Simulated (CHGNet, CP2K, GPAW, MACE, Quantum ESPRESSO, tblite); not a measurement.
# Force errors of programs, basis sets and cheaper models against plane-wave PBE for one Cu(111)/C(111) interface cell

A common rule of thumb holds that, at a fixed functional, a change of program or basis alters forces far less than replacing density-functional theory by a cheaper model. The rule is tested here on a copper–diamond interface, a contact that matters for heat spreaders in power electronics, where the forces decide how the metal bonds to the carbon and how vibrations cross the boundary. All runs are single points on the same hand-built, unrelaxed cell of 72 atoms. Force differences are given as a share of the r.m.s. force component of the reference, a plane-wave PBE run in Quantum ESPRESSO. They measure agreement with that run, not with experiment.

## Calculations

One cell of 72 atoms: fcc Cu(111), 2 repeat layers, 9 surface cells, strained -0.66 and -0.66 %; diamond-structure C(111), 3 layers, 9 cells, +0.67 and +0.67 %; outer planes 2.18 Å apart and 1.67 Å at the second interface of the periodic stack; not relaxed, displaced by a Gaussian of 0.02 Å. Then every atom was moved at random, 0.02 Å r.m.s. a Cartesian component. Every run is a single point on the same atoms, without spin polarisation; electronic-structure runs share their k-points (Γ alone) and a smearing of 0.05 eV. Reference: Quantum ESPRESSO 7.5, PBE, SSSP efficiency 1.3.0 pseudopotentials, plane waves to 816 eV; its r.m.s. force component is 1.28 eV/Å. Other programs: CHGNet 0.3.0, CP2K 2026.2, GPAW 26.7.0, MACE MP-0b2 small, MACE MP-0b3 medium and tblite 0.8.0. In the run that the rows count from, the cell has a density of 5.61 g/cm³, a pressure of 2.1 GPa and a spacing of 0.12 eV between highest filled and lowest empty level, and its k-points sample 7 Å along the shortest periodic direction.

Notes on method and selection:

- The reference is one program's result at a finite cutoff, not the truth.
- Tight-binding models were fitted mostly to molecules.
- Each program runs at its own cutoffs and thresholds.
- The open machine-learned potentials were trained mostly on computed crystals (Materials Project trajectories and like sets), at PBE and PBE+U unless another functional is named.
- Runs made unsound on purpose, GPAW plane-wave runs under 500 eV and SIESTA runs with D3 or with its warning on the neutral-atom potential of Cu, Fe, Ni or Zn are left out.
- A level that differs from the reference in program or basis and in functional mixes both effects.
- Runs that did not converge, have known faults or may not be shown are not listed, and runs on Ansatz's PAW sets soft_1 and soft_2 are kept to separate tables.

Columns:

- kind: kind of method.
- force share (%): r.m.s. difference of force components from the reference, over the reference's r.m.s. force component.
- force slope: slope of the run's force components against the reference's.
- pressure (GPa): pressure, a third of the trace of the stress, positive under compression, without a kinetic term.

## Data

```
member                                kind                force share (%)  force slope  pressure (GPa)  remark
CHGNet 0.3.0                          learned potential   26.36            0.904        −2.569
MACE-MP-0b3 medium                    learned potential   35.53            0.789        6.212
MACE-MP-0b2 small                     learned potential   ?                ?            ?
QE, PBE, SSSP efficiency (reference)  plane waves         –                –            2.051
GPAW, PBE, real-space grid            real-space grid     2.63             1.008        –               grid spacing 0.18 Å
GPAW, PBE, atomic orbitals (dzp)      atom-centred basis  6.58             1.048        –               grid spacing 0.2 Å
CP2K, PBE, DZVP-MOLOPT-SR-GTH         atom-centred basis  2.21             1.017        3.875           grid cutoff 800 Ry
tblite, GFN1-xTB                      tight binding       24.50            0.960        1.732
GPAW, RPBE, atomic orbitals (dzp)     atom-centred basis  7.92             1.059        –               grid spacing 0.2 Å
```

Cells marked ? are withheld until the estimate has been made.

## The trend and its physics

The rule holds for the rows shown. The three other PBE runs differ from the reference by 2.21 % (CP2K), 2.63 % (GPAW, grid) and 6.58 % (GPAW, atomic orbitals), whereas the closest cheaper model, GFN1-xTB, differs by 24.50 %, which is 24.50 / 6.58 = 3.7 times the largest of the three. The differences between programs include the treatment of the cores: GTH pseudopotentials in CP2K, PAW in GPAW and the SSSP set in the reference. In absolute terms, CP2K departs by 2.21 / 100 × 1.28 = 0.028 eV/Å and MACE-MP-0b3 medium by 35.53 / 100 × 1.28 = 0.45 eV/Å.

Within GPAW, going from the grid to atomic orbitals, with a slightly coarser grid spacing, raises the force slope by 1.048 − 1.008 = 0.040. A limited basis lets the electron density adapt less freely to displaced atoms, which can make bonds too stiff; the sign agrees with this. Replacing PBE by RPBE in the same orbital basis adds only 0.011 to the slope.

The learned potentials err the other way, with slopes of 0.904 and 0.789. Training sets dominated by crystals near equilibrium tend to give too soft an energy surface, and a strained metal–diamond contact lies far from such data. For a least-squares slope $s$ and force share $d$, both as fractions, the part of the difference that is not proportional to the reference forces is $\sqrt{d^2-(1-s)^2}$. For MACE-MP-0b3 medium this is √((35.53 / 100)² − (1 − 0.789)²) = 0.29, so uniform softening is the smaller part of the disagreement, and multiplying all forces by one constant could not remove the rest. Part of it may belong to the reference: Γ alone samples a metallic cell coarsely, while the potentials learned from crystals with denser sampling.

Pressure gives a different order. GFN1-xTB lies 2.051 − 1.732 = 0.319 GPa below the reference, and CP2K, with the closest forces, lies 3.875 − 2.051 = 1.824 GPa above it. Pressure is a single sum in which errors of opposite sign can cancel, so agreement there does not vouch for the individual forces.

## Blind estimate

Plain estimates from the members shown:

- MACE-MP-0b2 small, mean of the 7 members shown: 15.10 %, standard deviation 12

The mean of all seven members, 15.10 %, is unsuitable for MACE-MP-0b2 small. It averages two separate groups, density-functional runs up to 7.92 % and cheaper models from 24.50 % upwards, and falls in the gap between them.

The closest relative is MACE-MP-0b3 medium, which shares the architecture and the broad type of training data. Its 35.53 % is taken as the estimate. The same softening and the same unfamiliar Cu–C contact should act on the small model, which places it among the cheaper models.

A smaller network has less flexibility and could do worse, but the two models also belong to different releases, whose training details may matter as much as size. No pair of rows isolates either effect, so no shift is applied.

Tried on a shown member, the route of taking one learned potential as the estimate for another predicts 35.53 % for CHGNet, against 26.36 % in the table, a miss of 35.53 − 26.36 = 9.17 percentage points. This miss is used as the standard deviation. It rests on a single pair and is therefore itself uncertain: the shared architecture may make the true error smaller, while the change of release and size works against that.

**Committed estimate, MACE-MP-0b2 small: force share = 36 ± 9 %.**

## Check

```
member             kind               force share (%)  force slope  pressure (GPa)
MACE-MP-0b2 small  learned potential  30.91            0.901        −2.751
```

```
member             estimate   force share (%)  computed  estimate − computed  miss in error bars
MACE-MP-0b2 small  committed  36.00            30.91     +5.09                0.6
MACE-MP-0b2 small  mean       15.10            30.91     −15.81
```

The estimate of 36 ± 9 % lies 5.09 percentage points above the computed 30.91 %, inside its error bar, and is much nearer than the mean of all seven members, which was 15.81 points too low. Placing the model with the other cheap ones, and expecting forces that are too soft, was right: its slope is 0.901.

The choice of MACE-MP-0b3 medium as closest relative was not borne out. The small model is as near to CHGNet (30.91 − 26.36 = 4.55 points) as to the medium one (35.53 − 30.91 = 4.62), and its slope and pressure almost match those of CHGNet. The plain mean of the two learned potentials, (26.36 + 35.53) / 2 = 30.9 %, would have been the better route. The concern that a smaller network might do worse was also unfounded here, though release and size change together.

The part of the difference that is not proportional to the reference forces is √((30.91 / 100)² − (1 − 0.901)²) = 0.29, the same as for the medium model. The gap between their force shares therefore comes from how much each softens the forces. The remaining differences are equally large, though they need not fall on the same atoms.

## Outliers

MACE-MP-0b3 medium has the largest force share, 35.53 %, and the lowest slope, 0.789. Stronger softening accounts for its distance from the small model; whether this stems from training or from network size is open.

In pressure the two MACE models lie on opposite sides of the reference, the medium one 6.212 − 2.051 = 4.161 GPa above it and the small one 2.051 + 2.751 = 4.802 GPa below. A shared architecture thus does not fix even the sign of the pressure error at this strained contact.

The close pressure of GFN1-xTB is a cancellation: its stress is too compressive along the interface normal and too tensile in the plane.

The stresses also hint that the coarse sampling of the reference plays a part. The plane-wave and CP2K runs both give a sizeable in-plane shear stress and unequal stresses along the two in-plane axes, whereas the learned potentials give nearly equal ones and little shear. Sampling a metal at Γ alone in a cell of low symmetry can produce such an anisotropy, and agreement between two programs that share the k-point does not remove it.

## What to take away

For this cell the rule of thumb holds among the runs tabled: density-functional runs stay within 7.92 % of the reference forces, and cheaper models start at 24.50 %. It presupposes an adequate basis and grid, since smaller atom-centred bases or a lower grid cutoff take the forces farther from the reference. With the r.m.s. force component of 1.28 eV/Å, the tabled shares mean r.m.s. differences from the reference of up to 7.92 / 100 × 1.28 = 0.10 eV/Å for the density-functional runs, and from 24.50 / 100 × 1.28 = 0.31 eV/Å to 35.53 / 100 × 1.28 = 0.45 eV/Å for the cheaper models.

The three learned potentials all give forces that are too soft, with shares between 26.36 and 35.53 %. Their pressures show no such common direction.

Two omissions limit what the percentages mean. Denser k-points could shift the reference forces by an amount that these runs, all at Γ alone, cannot reveal. Relaxation would take the reference forces towards zero, so that even a much reduced absolute error could be a large share of what remains; the percentages apply to this unrelaxed interface with its large forces, not to a relaxed one.

[Logs are printed without paths, hosts, clocks, repeated set-up lines and the standing remarks that a program may print on its own settings, such as how far it seeks lower states.]
